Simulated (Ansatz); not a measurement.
Abstraction of Br: GeH2Br2 + CHBrI → GeH2Br + CHBr2I

Species: GeH2Br2 `[Br][GeH2][Br]`, singlet; CHBrI `Br[CH]I`, doublet; GeH2Br `[GeH2][Br]`, doublet; CHBr2I (dibromoiodomethane) `BrC(Br)I`, singlet. A radical takes Br: the energy is the difference in strength between the Ge–Br bond broken and the C–Br bond made.

Shapes, held fixed at every level: PBE0-D4/def2-TZVP. Programs: Ansatz 0.2.0. The zero-point and thermal change to 298 K, harmonic and unscaled (PBE0-D4/def2-TZVP), is +1.3 kJ/mol.

Problem. Estimate ΔH(298 K) of this reaction.

Solution. The highest level, CCSD(T)/def2-TZVPP, gives ΔH(298 K) = +98.4 kJ/mol; the levels span +87.7 to +138.6. The column of differences is taken from that level and isn't an error. No measured value is set beside it here. Open shells run unrestricted. For atoms past krypton def2 sets carry core potentials with scalar relativity. Relativity is left out for Br, Ge. Outer-core shells of Br, Ge, I are correlated in most correlated rows, in sets that cover them unevenly.

```json
{"level": "HF/def2-SVP", "kind": "Hartree–Fock", "ΔH(298 K) (kJ/mol)": "+138.6", "less CCSD(T)/def2-TZVPP": "+40.2"}
{"level": "HF/def2-TZVPP", "kind": "Hartree–Fock", "ΔH(298 K) (kJ/mol)": "+138.1", "less CCSD(T)/def2-TZVPP": "+39.7"}
{"level": "PBE-D4/def2-TZVPP", "kind": "GGA", "ΔH(298 K) (kJ/mol)": "+87.7", "less CCSD(T)/def2-TZVPP": "-10.7"}
{"level": "BHLYP-D4/def2-TZVPP", "kind": "global hybrid", "ΔH(298 K) (kJ/mol)": "+109.9", "less CCSD(T)/def2-TZVPP": "+11.5"}
{"level": "PBE0-D4/def2-TZVPP", "kind": "global hybrid", "ΔH(298 K) (kJ/mol)": "+99.2", "less CCSD(T)/def2-TZVPP": "+0.8"}
{"level": "CCSD/def2-TZVPP", "kind": "coupled cluster or CI", "ΔH(298 K) (kJ/mol)": "+104.5", "less CCSD(T)/def2-TZVPP": "+6.1"}
{"level": "CCSD(T)/def2-TZVPP", "kind": "coupled cluster or CI", "ΔH(298 K) (kJ/mol)": "+98.4", "less CCSD(T)/def2-TZVPP": "0.0"}
```

Bromine transfer from germanium to carbon is clearly endothermic at every level, so the Ge–Br bond broken is stronger than the C–Br bond formed. The Ge–Br bond gains strength from its greater polarity, germanium being more electropositive than carbon. On the carbon side, the α-halogens delocalise the unpaired electron of CHBrI, and crowding three heavy halogens around a small carbon probably weakens the new bond further.

Hartree–Fock exaggerates the endothermicity, and its value hardly moves between the two basis sets, so the excess comes mainly from missing correlation. Correlation favours the products, plausibly because the less polar C–Br bond and the close halogen contacts in CHBr2I gain more from it than the Ge–Br bond does. Connected triples continue this shift, lowering the CCSD value of +104.5 to +98.4 kJ/mol. PBE0-D4 lands almost on the latter, but agreement for a single reaction may owe something to cancellation. The sign of the enthalpy is secure, whereas convergence of the coupled-cluster value with basis size remains untested.
